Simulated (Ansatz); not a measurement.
**BN at 1 GPa: from Born charge to LO–TO splitting and polaron coupling**

Computed with DFT LDA, scalar-relativistic, plane waves, PAW in Ansatz 0.2.0. Cutoff 420 eV, 12×12×12 k-points (Γ-centred), fixed occupations. No spin polarisation. Phonons by linear response, acoustic sum rule imposed.

The cell, relaxed at 1 GPa:
```
CELL_PARAMETERS angstrom
0.00000 1.78879 1.78879
1.78879 0.00000 1.78879
1.78879 1.78879 0.00000
ATOMIC_POSITIONS crystal
B 0.00000 0.00000 0.00000
N 0.75000 0.75000 0.75000
```

Linear response gives ν_TO = 1071.3 cm⁻¹, Born charges ±1.877 e (positive on B) and ε∞ = 4.563. The primitive cell holds 11.447 Å³, and the masses are 10.810 and 14.007 amu.

Question: Find ν_LO and the static dielectric constant.

Answer: The long-wave field adds a restoring force: ω_LO² − ω_TO² = Z*²e²/(ε_vac ε∞ μV). In these units ν_LO² − ν_TO² = 4.92064×10⁷ Z*²/(μ V ε∞) cm⁻², with μ = m₁m₂/(m₁ + m₂) = 6.101 amu: 543862 cm⁻². So ν_LO = √(1071.3² + 543862) = 1300.6 cm⁻¹, and the run gives 1300.6. Lyddane–Sachs–Teller then gives ε0 = ε∞ (ν_LO/ν_TO)² = 6.73, against 6.73 in the run (it forms both from the same three quantities, so the match checks the arithmetic only). Between ν_TO and ν_LO the dielectric function is negative and an undamped crystal reflects fully: a reststrahlen band from 7.7 to 9.3 μm.

Question: What do the Clausius–Mossotti polarisability and the Szigeti charge come to?

Answer: With the Lorentz local field, α = (3V/4π)(ε∞ − 1)/(ε∞ + 2) = 1.48 Å³ for the pair, and e_S = 3Z*/(ε∞ + 2) = 0.86 e. The Born charge includes the electrons' response to the dipole's own local field, and e_S takes that enhancement out. The Lorentz field assumes point-like polarisable ions, a poor picture once ε∞ is this large, since the electron clouds then overlap or are shared, so both numbers are formal here.

Question: How strongly does a slow electron couple to the LO mode?

Answer: For one isotropic parabolic band, Fröhlich's constant is α_F = (1/ε∞ − 1/ε0) √(m* Ry/ħω_LO), with Ry = 13.606 eV, ħω_LO = 161.3 meV and m* in free-electron masses: α_F = 0.0705 × 9.19 × √m* = 0.65 √m*. The band mass isn't part of this run; for m* = 0.1, 0.3 and 1 it gives 0.20, 0.35, 0.65. In weak coupling the polaron lies α_F ħω_LO below the band edge (57 meV at m* = 0.3) with a mass m*(1 + α_F/6); past α_F of about 5 or 6 that expansion fails. A semilocal functional's ε∞ tends to be too large, which taken alone lowers α_F.

Cost: 1 run of about 0.43 core-minutes, on Intel Xeon Processor @ 2.50GHz (Skylake/Cascade Lake) (shared hosts).

The numbers describe a stiff, polar covalent crystal. Strong, short sp³ bonds between light atoms put both optical modes at high frequency. Nitrogen's greater electronegativity makes the bonds polar, and the Born charge of ±1.877 e measures how polarisation follows displacement, not a static charge on each ion. The wide LO–TO separation therefore doesn't imply a strongly ionic solid: the small reduced mass and compact cell amplify the effect of a moderate dynamical charge.

The same stiffness limits the lattice's share of the screening, so the dielectric constant rises only from 4.563 to 6.73. This modest ionic contribution, together with the large LO quantum, keeps the Fröhlich coupling weak for all three trial masses, which points to large, mobile polarons rather than self-trapping by this mode. Because the conduction-band minimum of cubic BN lies at X, with anisotropic valleys, a quantitative electron polaron mass would need the full mass tensor, and short-range and intervalley scattering lie outside this estimate.
